The molecule HO–BH–GaH₂ can give up two hydrogen atoms as H₂, one taken from boron and one from gallium. What remains is HO–B–GaH. The table follows this reaction from the relaxed start (row 1) to the relaxed end (row 7), computed with a hybrid density functional in a small basis. The path length counts the moves of all atoms together, and the energy is that of the electrons and fixed nuclei, without zero-point motion.

Climbing-image nudged elastic band for neutral, singlet HO–BH–GaH₂ losing H₂, with five images between relaxed ends, computed with Ansatz 0.2.0 using restricted B3LYP/def2-SVP without a dispersion correction. Energies are relative to row 1; band forces are largest components, with a convergence limit of 0.05 eV/Å.

| row | energy over the start (eV) | path length (Å) | band force (eV/Å) |
| --- | --- | --- | --- |
| 1 | 0.000 | 0.000 | n/a |
| 2 | 0.083 | 0.535 | 0.002 |
| 3 | 0.317 | 1.070 | 0.004 |
| 4 | 0.695 | 1.605 | 0.015 |
| 5 | 1.492 | 2.140 | 0.022 |
| 6 | 2.397 | 2.676 | 0.022 |
| 7 | 2.149 | 3.761 | n/a |

**(a) The first step along the path costs less than 0.1 eV, the fifth about eleven times as much. What kind of motion makes so gentle a start, and how far does one spring describe the climb?**

*Solution.* At the start the two hydrogen atoms that will form H₂ are 3.99 Å apart; at the highest image they are 1.02 Å apart. Stretching the old bonds does little of this work: by then B–H has grown by 0.44 Å and Ga–H by 0.22 Å. Most of the approach must come from the hydrogens swinging towards each other around boron and gallium. Part of the swing is a twist about the B–Ga bond: seen along it, the B–H and Ga–H bonds stand roughly at right angles at the start and nearly side by side at the top. Bending a bond angle or twisting about a single bond is much cheaper than stretching a bond, so a path that begins with such motions begins gently.

Close to a relaxed structure any such distortion acts like a spring. With $E$ the energy over the start, $s$ the path length and $k$ the spring constant,

$$E=\tfrac12 k s^2 .$$

Row 2 sets the constant:

$$k=\frac{2\times0.083\ \text{eV}}{(0.535\ \text{Å})^2}\approx0.58\ \text{eV/Å}^2 .$$

A B–H stretch has a constant of very roughly 20 eV/Å², a recalled size, which is more than thirty times stiffer. The first step is therefore hardly a bond being pulled apart. The structures between start and top were not examined here, so the order "swing first, break later" is an inference from this softness and from the distances above.

Row 4 lies three times as far along the path as row 2, so the spring predicts nine times the energy, $9\times0.083\approx0.75$ eV. The calculation gives 0.695 eV, and the prediction is about 7 % too high. Much of the growing steepness is thus what any spring would show, and is no sign of bond breaking by itself. From row 5 on the computed energy runs above the spring, as would be expected if bond stretching joins in there. Beyond row 6 the spring fails in principle as well: it rises for ever, whereas this path has a top. The output after this text compares the spring set by row 2 with the other rows.

**(b) Is the top early or late, and why does it lie there?**

*Solution.* It is late. Row 6, the highest image, comes after about 71 % of the path length, and its structure already resembles the products in one important respect. The H–H distance is within 0.25 Å of its final value, after starting at almost 4 Å. Both hydrogens are near gallium, at 1.81 and 1.96 Å, so the H₂ molecule is taking shape beside that atom.

The old bonds have not gone equally far. B–H is 37 % longer than at the start, Ga–H only 14 %. Boron is losing its hydrogen first, while gallium still holds on to its own. After the top the H–H bond closes fully and the new molecule backs away from gallium.

The likely reason for the late top is the high energy of the end. Two bonds, B–H and Ga–H, are given up, and one H–H bond is gained. Boron and gallium could make up for the loss by binding each other more strongly, but their distance gives no hint of it: 2.11 Å at the start and 2.14 Å at the end. The B–O bond does shorten, from 1.35 to 1.31 Å, which suggests a small gain there, but not nearly enough to pay for the loss. The balance is a reaction energy of 2.149 eV, about 90 % of the forward barrier of 2.397 eV.

It helps to picture two energy curves. One belongs to the old bonding and rises as the hydrogens leave their places; the other belongs to the new bonding and falls as H–H closes. Because the second curve ends so high, the first must climb a long way before the two meet, and they meet close to the products. This is Hammond's rule: among similar reactions, the more strongly uphill the step, the more the top resembles the products. The barrier for the way back then tends to be low as well.

**(c) The steepest step of the table leads straight to the top, where the path should be level. The way down then looks very gentle. How should rows 6 and 7 be read?**

*Solution.* Between rows 5 and 6 the energy rises by 0.905 eV over 0.536 Å, a mean slope of about 1.7 eV/Å. At the top itself the slope is zero. The true curve must therefore be steeper than this mean somewhere in the interval and then bend over sharply before row 6. A sharp bend is to be expected here, because the energy of a forming H–H bond changes strongly over a few tenths of an ångström. A vibration calculation at row 6 finds a single unstable motion, as a true pass between two valleys requires.

The gentle descent is partly a matter of spacing. The last interval is twice as long as the others and has no image inside it. Part of its length is used up by the hydrogen on oxygen, which moves by 0.52 Å although it takes no part in the bond exchange. The mean slope after the top is thus no measure of how steeply the energy first falls, and the figure of 71 % would shift if this hydrogen stayed still.

Row 7 is also not the fully separated product. The H₂ molecule still sits 2.2 to 2.3 Å from gallium, so the backward barrier of 0.248 eV is that of a close pair and not of hydrogen gas arriving from afar. On this path, H₂ that lingers beside gallium has an easy way back, whereas the forward reaction needs almost ten times as much energy. An elastic band settles on one path near its first guess, so a lower pass elsewhere is not ruled out.

The two barriers do not deserve equal trust. An error of 0.1 eV in the top would change the forward barrier by 4 % but the backward one by 40 %. Errors of that size are quite possible: functionals of this kind often put barriers too low, zero-point motion is left out, and the electrons were kept in pairs even where bonds are half broken. The strongly uphill course would survive such an error; the exact height of the small step back might not. Row 7 carries a further doubt: its boron and gallium have each lost a bonding partner, and no state with unpaired electrons was tried there. If such a state lies lower, the reaction energy is smaller than the table says.

The analysis program printed:

```
Climb and one spring set by row 2 (spring has no meaning at row 7):
  row  step in eV  mean slope in eV/A  percent of top  spring in eV  excess over spring in eV
    1         n/a                 n/a               0             0                         0
    2       0.083              0.1551           3.463         0.083                         0
    3       0.234              0.4374           13.22         0.332                    -0.015
    4       0.378              0.7065           28.99         0.747                    -0.052
    5       0.797                1.49           62.24         1.328                     0.164
    6       0.905               1.688             100         2.077                    0.3204
    7      -0.248             -0.2286           89.65         4.102                    -1.953
Barrier forward in eV: 2.397
Barrier backward in eV: 0.248
Reaction energy as percent of the forward barrier: 89.65
Position of the top as percent of the path length: 71.15
Spring constant from row 2 in eV/A^2: 0.58
Recalled B-H stretch constant over this spring constant: 34.48
B-H5 at the start in A: 1.216
B-H5 at the top in A: 1.66
B-H5 stretch at the top in percent: 36.53
Ga-H6 at the start in A: 1.59
Ga-H6 at the top in A: 1.807
Ga-H6 stretch at the top in percent: 13.61
Ga-H6 at the end in A: 2.235
Ga-H5 at the top in A: 1.959
Ga-H5 at the end in A: 2.343
H5-H6 at the start in A: 3.993
H5-H6 at the top in A: 1.024
H5-H6 at the end in A: 0.7754
B-Ga at the start in A: 2.112
B-Ga at the top in A: 2.068
B-Ga at the end in A: 2.142
B-O at the start in A: 1.354
B-O at the end in A: 1.307
Move of the hydroxyl H from top to end in A: 0.5163
```
